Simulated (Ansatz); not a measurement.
# A series in volume per atom on Ba2Cd

Results calculated with Ansatz 0.2.0, not measured. Periodic Kohn-Sham DFT of a crystal at fixed atoms; pressure and stress are positive in compression; the energy is the free energy less that of spherical unpolarised free atoms; site moments are those in the method's own spheres, positive along +z.

Cell of the first row (space group I4/mmm, No. 139):
```
CELL_PARAMETERS angstrom
-2.09240 2.09240 7.44490
2.09240 -2.09240 7.44490
2.09240 2.09240 -7.44490
ATOMIC_POSITIONS crystal
Ba 0.37000 0.37000 0.00000
Ba 0.63000 0.63000 0.00000
Cd 0.00000 0.00000 0.00000
```

Settings of every row: method all-electron LAPW; functional PBEsol; relativity scalar; k mesh 14x14x14; filling fermi-dirac; smearing width 0.05 eV; basis error target 0.5 meV/atom; nucleus gaussian.

Atom start moment: 0 on all atoms.

Limits: no spin-orbit coupling on heavy atoms.

```csv
row,volume per atom (Å³),pressure (GPa),energy less free atoms (eV/atom)
1,43.459,0.17,-2.0426
2,45.309,-0.522,-2.0405
3,46.233,?,?
4,46.696,-0.955,-2.034
5,48.083,-1.327,-2.0241
```

Question: what pressure and energy less free atoms should row 3 give?

Worked fit of pressure. Take u = (V_r/V)^(2/3) − 1 with V_r = 46.002 Å³ an atom, which is twice the finite (Eulerian) strain; such expansions in the strain, on which the Birch-Murnaghan equation of state is built, carry the rest volume and the bulk modulus. The shown rows have u = 0.03864, 0.01017, -0.00993, -0.02907. Least squares give pressure = −0.7468 + 21.572 × u + 55.66 × u² GPa; a straight line predicts inner rows, each left out in turn, worse (root mean square 0.041 against 0.00098 GPa). The rows lie off it by 0.000, 0.000, 0.001, 0.000. The pressure vanishes at u = 0.0320, or V = 43.88 Å³ an atom, and there the bulk modulus at fixed shape and fractions is B = −V dP/dV = (2/3)(1 + u) dP/du = 17.3 GPa. Letting shape and atoms relax would as a rule lower it, by much in layered, chain or molecular crystals. The withheld row has u = -0.00333, so the fit gives −0.7468 + 21.572 × (-0.00333) + 55.66 × (-0.00333)² = -0.818 GPa.

The calculation gave -0.818 GPa. The fit meets it to the printed digit.

Worked fit of energy less free atoms. Take u = (V_r/V)^(2/3) − 1 with V_r = 46.002 Å³ an atom, which is twice the finite (Eulerian) strain; such expansions in the strain, on which the Birch-Murnaghan equation of state is built, carry the rest volume and the bulk modulus. The shown rows have u = 0.03864, 0.01017, -0.00993, -0.02907. Least squares give energy less free atoms = −2.03773 − 0.3219 × u + 5.062 × u² eV/atom; a straight line predicts inner rows, each left out in turn, worse (root mean square 0.0037 against 6.1e-05 eV/atom). All shown rows lie on it to the printed digit. Its lowest point lies at u = 0.0318, or V = 43.89 Å³ an atom, and the curvature there gives the bulk modulus at fixed shape and fractions, B = (4/9)(1 + u)² E″(u)/V = 17.5 GPa. Letting shape and atoms relax would as a rule lower it, by much in layered, chain or molecular crystals. The withheld row has u = -0.00333, so the fit gives −2.03773 − 0.3219 × (-0.00333) + 5.062 × (-0.00333)² = -2.0366 eV/atom.

The calculation gave -2.0366 eV/atom. The fit meets it to the printed digit.
